Q: I have the energy curve of zinc sulfide in front of me, and I am not sure how to read it. The energy climbs to 26 meV/atom at the large end and only to 9 at the small end. Is this crystal harder to stretch than to squeeze?

Static-lattice energies and pressures of ZnS (F-43m, 2-atom cell) at scaled volumes, with cell shape and fractional coordinates fixed, from GPAW 26.7.0 with BLYP-D3(BJ) and PAW data sets made for BLYP. The runs use a 600 eV plane-wave cutoff, a 7×7×7 k mesh and 0.05 eV Fermi-Dirac smearing, without spin polarisation. Energies are counted from the minimum of the fitted curve.

| volume (Å³/atom) | energy (meV/atom) | pressure (GPa) |
| --- | --- | --- |
| 18.54 | 8.780 | 3.550 |
| 18.94 | 2.230 | 1.690 |
| 19.33 | 0.010 | 0.030 |
| 19.73 | 1.640 | -1.460 |
| 20.12 | 6.760 | -2.780 |
| 20.52 | 14.960 | -3.960 |
| 20.91 | 25.910 | -5.020 |

A: Look first at where the rows lie. The energies are counted from the bottom of the curve, which is at 19.35 Å³/atom. The largest cell is almost twice as far from that point as the smallest one, so it has had more room to climb. For a fair comparison, divide each energy by the square of its distance from the bottom, a ratio that would be the same everywhere on a parabola.

Q: And is it the same?

A: No. It is 13.3 for the smallest cell and 10.7 for the largest, in meV/atom per (Å³/atom)². For equal changes of volume, squeezing therefore costs more than stretching, the opposite of your first impression.

The pressure column shows this more directly. A positive pressure means that the crystal pushes outwards, a negative one that it pulls itself together. The pressure falls from each row to the next, but each fall is smaller than the one before.

Q: How do I turn that into a stiffness?

A: With two definitions. Let E be the energy per atom, V the volume per atom, P the pressure and K the stiffness against a change of volume, which is called the bulk modulus:

P = −dE/dV

K = −V · dP/dV

From neighbouring pressures, K is 88 GPa in the middle of the first step and 56 GPa in the middle of the last. Over the whole range the Zn–S bond only grows from 2.29 to 2.39 Å. A small change of bond length thus goes with a large change of stiffness.

Q: What holds the crystal at 19.35 Å³/atom in the first place?

A: Two contributions that cancel there. The total energy is that of the density functional BLYP plus a dispersion correction, D3, which is simply added. Subtracting D3 at each volume leaves the BLYP part, and because energies add, pressures add too.

The BLYP part pushes outwards at every step of the table, and D3 pulls inwards at every step. In the step that ends at row 19.33, the push of 7.5 GPa still beats the pull of 6.6. In the next step the push has dropped to 5.7 GPa and loses against a pull of 6.3. The minimum lies where the two are equal.

Q: So without D3 there would be no minimum at all?

A: There is none within these seven volumes. The BLYP part still falls by 3 meV/atom in the last step, so its own minimum lies at a larger volume than any row. I have read the D3 energies as belonging to the cell of two atoms, which is the size one expects from the D3 formula for this crystal. If they were meant per atom, the push and the pull would both be larger, and the BLYP part would fall even faster at the end.

This does not mean that zinc sulfide is held together by van der Waals forces. BLYP is known to make solids of this kind too large, and the D3 correction is adjusted to the functional that it accompanies. Part of the pull therefore makes up for a weakness of BLYP. Its size is a property of this pair of methods, not a measured share of the bonding.

Q: Which of the two makes the crystal softer as it expands?

A: The BLYP part. Its own stiffness falls from 89 GPa at row 19.33 to 69 GPa at row 20.52. It is also the part that supplies the stiffness: from the first step to the last, the BLYP push fades by 8.3 GPa, while the D3 pull weakens by only 1.2 GPa. Picture a weight resting on a spring that gets stiffer the more it is compressed. D3 is the weight and fixes where the spring comes to rest; the BLYP part is the spring and supplies the restoring force.

Q: Why does the spring behave like that?

A: Here I have to argue from general physics, because the table does not divide the BLYP part any further. When zinc and sulfur approach each other, their filled shells begin to overlap. The Pauli principle then forces electrons into states of higher kinetic energy, and this cost follows the overlap, which dies away roughly exponentially with distance. The attraction between the partly charged atoms and the gain from sharing electrons vary more gently.

An exponential has a useful property: its value, its slope and its curvature all shrink by the same factor. As the bond lengthens, the repulsion loses its push and its contribution to the stiffness together. The slowly varying attraction cannot make up for this: its curvature is smaller, and for an attraction between charges it even works against the stiffness. That is why a stretched crystal is a softer one, and why the same behaviour is familiar from most ordinary solids.

Q: And why does the D3 pull hardly change? I thought dispersion fell off with the sixth power of distance.

A: Between distant atoms it does, and we can work out what that would mean here. When the crystal expands uniformly, all distances grow by the same factor, and the volume grows as its cube. An inverse sixth power of distance is then an inverse square of volume. Between the smallest and the largest cell, the D3 energy should shrink to

(18.54 / 20.91)² = 0.79

of its initial size. The calculation gives 623.2 / 715.3 = 0.87, so the correction loses 13 percent where the simple law predicts 21.

D3 also contains an inverse eighth power, which left to itself would shrink faster still, so the real gap is wider than this comparison shows. The likely main reason, which the program does not test, is that the nearest shells of neighbours are expected to lie within the range of the damping, so that the pull comes mainly from atoms further out. At short range D3 is deliberately damped, so that it does not count again the attraction that the functional already describes. A damped term levels off instead of growing steeply as atoms approach, and this makes the pull more even. The even pull is then largely a consequence of how the correction is built, not a discovery about zinc sulfide.

Q: Does D3 make the crystal stiffer or softer, then? A weight should not change the spring.

A: It does both, in two different ways. Compare first at a fixed volume. At row 19.33 the BLYP part alone has a stiffness of 89 GPa, and D3 takes 12 GPa away. It does so because its pull weakens as the crystal expands, just when a stronger pull would be needed to bring the crystal back.

Now let the volume respond. D3 holds the crystal at a smaller volume, where the BLYP spring is stiffer. At row 20.52 the BLYP part has already softened to 69 GPa, and its own minimum lies further out still. If the softening continues up to there, BLYP alone would give a softer crystal than the 76.5 GPa found at the minimum with D3. The gain from squeezing then outweighs the direct loss.

Q: One row still bothers me. Row 19.33 sits almost exactly at the minimum, yet its pressure doesn't quite match the energy curve.

A: The energy curve implies about 0.09 GPa there, and the printed pressure is 0.03. A likely reason is the finite set of plane waves. The energy curve benefits from a basis that grows with the cell, while the directly computed pressure does not include that benefit. The sign agrees, but only a run with a higher cutoff would confirm it. The point of zero pressure moves by less than a tenth of a percent in volume, so the argument about push and pull stands. Nor is the row special. The output printed below gives the pressure from the energies in the middle of each step, and the mean of the two neighbouring printed pressures lies 0.04 to 0.05 GPa below it in every step. The offset merely shows up where the pressure itself is almost zero.

Q: Suppose I have two calculated bulk moduli for the same material, and they disagree. What should I take from this?

A: Compare the volumes before you blame the description of the bonds. Across this table the stiffness falls by about 4.6 GPa for each GPa by which the pressure falls. Since a small relative change of volume alters the pressure by K times that change, one percent more volume costs between four and five percent of the stiffness. One percent more bond length means three percent more volume, and so well over a tenth of the stiffness.

The same care is needed with a measured modulus. These energies belong to atoms at rest, whereas a real crystal vibrates and is usually somewhat larger for it, and therefore softer. So put both moduli at the same volume first; the difference that remains is the part that the volumes do not explain.

Printed output of the fit:

```
Energy parts by row:
    row  Zn-S bond in A  D3 energy in meV/atom  BLYP part above its lowest row in meV/atom
  18.54           2.292                 -715.3                                       75.02
  18.94           2.308                 -698.5                                       51.62
  19.33           2.324                 -682.3                                       33.19
  19.73            2.34                 -666.7                                       19.22
  20.12           2.355                 -651.6                                         9.3
  20.52           2.371                 -637.1                                       3.015
  20.91           2.386                 -623.2                                           0
Step that ends at each row:
    row  middle volume in A3/atom  stiffness from pressures in GPa  total pressure from energies in GPa  D3 pressure in GPa  BLYP pressure in GPa
  18.94                     18.74                            88.35                                 2.66              -6.841                 9.501
  19.33                     19.13                            80.51                               0.9015              -6.585                 7.486
  19.73                     19.53                            73.76                              -0.6619              -6.335                 5.673
  20.12                     19.92                            66.66                               -2.079              -6.106                 4.026
  20.52                     20.32                            60.77                                -3.33              -5.882                 2.552
  20.91                     20.71                            55.65                               -4.447              -5.671                 1.224
Energy over squared distance from minimum, smallest cell, meV/atom per (A3/atom)^2: 13.34
Energy over squared distance from minimum, largest cell, meV/atom per (A3/atom)^2: 10.7
Slope of stiffness against pressure over the whole range: 4.599
Fall of BLYP outward pressure from first to last step, GPa: 8.276
Weakening of D3 inward pull from first to last step, GPa: 1.17
BLYP part of stiffness at row 19.33, GPa: 88.84
D3 part of stiffness at row 19.33, GPa: -12.23
BLYP part of stiffness at row 20.52, GPa: 69.05
BLYP energy change in last step, meV/atom: -3.015
The same if the D3 output were per atom, meV/atom: -16.98
D3 energy of largest cell over that of smallest: 0.8712
The same ratio for an undamped inverse sixth power: 0.7864
Printed pressure less that from the energy fit at row 19.33, GPa: -0.05771
Zero-pressure volume from printed pressures less fit minimum, percent: -0.07361
```
